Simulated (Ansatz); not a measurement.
**Redistribution: CBr2ClF + C2H3F3 → CBrClF2 + C2H3BrF2**

Species: CBr2ClF (dibromochlorofluoromethane) `FC(Cl)(Br)Br`, singlet; C2H3F3 (1,1,2-trifluoroethane) `FCC(F)F`, singlet; CBrClF2 `FC(F)(Cl)Br`, singlet; C2H3BrF2 `FCC(F)Br`, singlet. The partners trade Br for F; both sit on C, so the bond types are kept.

Shapes, held fixed at every level: PBE0-D4/def2-TZVP. Flexible molecules stand in one conformer, not always the lowest. Programs: Ansatz 0.2.0. Electronic energies: no zero-point or thermal term.

```json
{"level": "HF/def2-TZVPP", "kind": "Hartree–Fock", "ΔE (kJ/mol)": "-21.0", "less CCSD(T)/def2-TZVPP": "-5.4"}
{"level": "PBE-D4/def2-TZVPP", "kind": "GGA", "ΔE (kJ/mol)": "-17.2", "less CCSD(T)/def2-TZVPP": "-1.6"}
{"level": "B3LYP-D4/def2-TZVPP", "kind": "global hybrid", "ΔE (kJ/mol)": "-15.7", "less CCSD(T)/def2-TZVPP": "-0.1"}
{"level": "PBE0-D4/def2-TZVPP", "kind": "global hybrid", "ΔE (kJ/mol)": "-18.4", "less CCSD(T)/def2-TZVPP": "-2.8"}
{"level": "B2PLYP/def2-TZVPP", "kind": "double hybrid", "ΔE (kJ/mol)": "-15.4", "less CCSD(T)/def2-TZVPP": "+0.2"}
{"level": "CCSD/def2-TZVPP", "kind": "coupled cluster or CI", "ΔE (kJ/mol)": "-16.4", "less CCSD(T)/def2-TZVPP": "-0.8"}
{"level": "CCSD(T)/def2-TZVPP", "kind": "coupled cluster or CI", "ΔE (kJ/mol)": "-15.6", "less CCSD(T)/def2-TZVPP": "0.0"}
```

The highest level, CCSD(T)/def2-TZVPP, gives ΔE = -15.6 kJ/mol; the levels span -21.0 to -15.4. The column of differences is taken from that level and isn't an error. No measured value is set beside it here. Relativity is left out for Br unless named. Correlated rows may include outer-core shells of Br, which these sets cover unevenly.

Every level makes the exchange exothermic, so fluorine favours the more heavily halogenated carbon and bromine the ethane. Bond types and the number of geminal F/F pairs are both conserved, so the driving force can't be a simple difference between C–F and C–Br bond strengths, nor a gain in mutual stabilisation between fluorines on one carbon. What changes is that Br/Br and Br/Cl contacts on one carbon give way to Br/F and Cl/F contacts. Relief of crowding among the large halogens is therefore the probable main cause, perhaps helped by lone-pair donation from fluorine into C–Br and C–Cl antibonding orbitals.

Hartree–Fock exaggerates the preference, at -21.0 kJ/mol against -15.6 with CCSD(T). This suggests that correlation, including dispersion between the polarisable halogens, stabilises the crowded reactant side more. Exact exchange alone doesn't order the functionals, since B3LYP and PBE0 fall on opposite sides of PBE; B3LYP's close agreement may partly reflect error cancellation. The reaction energy says nothing about the barrier to halogen exchange.
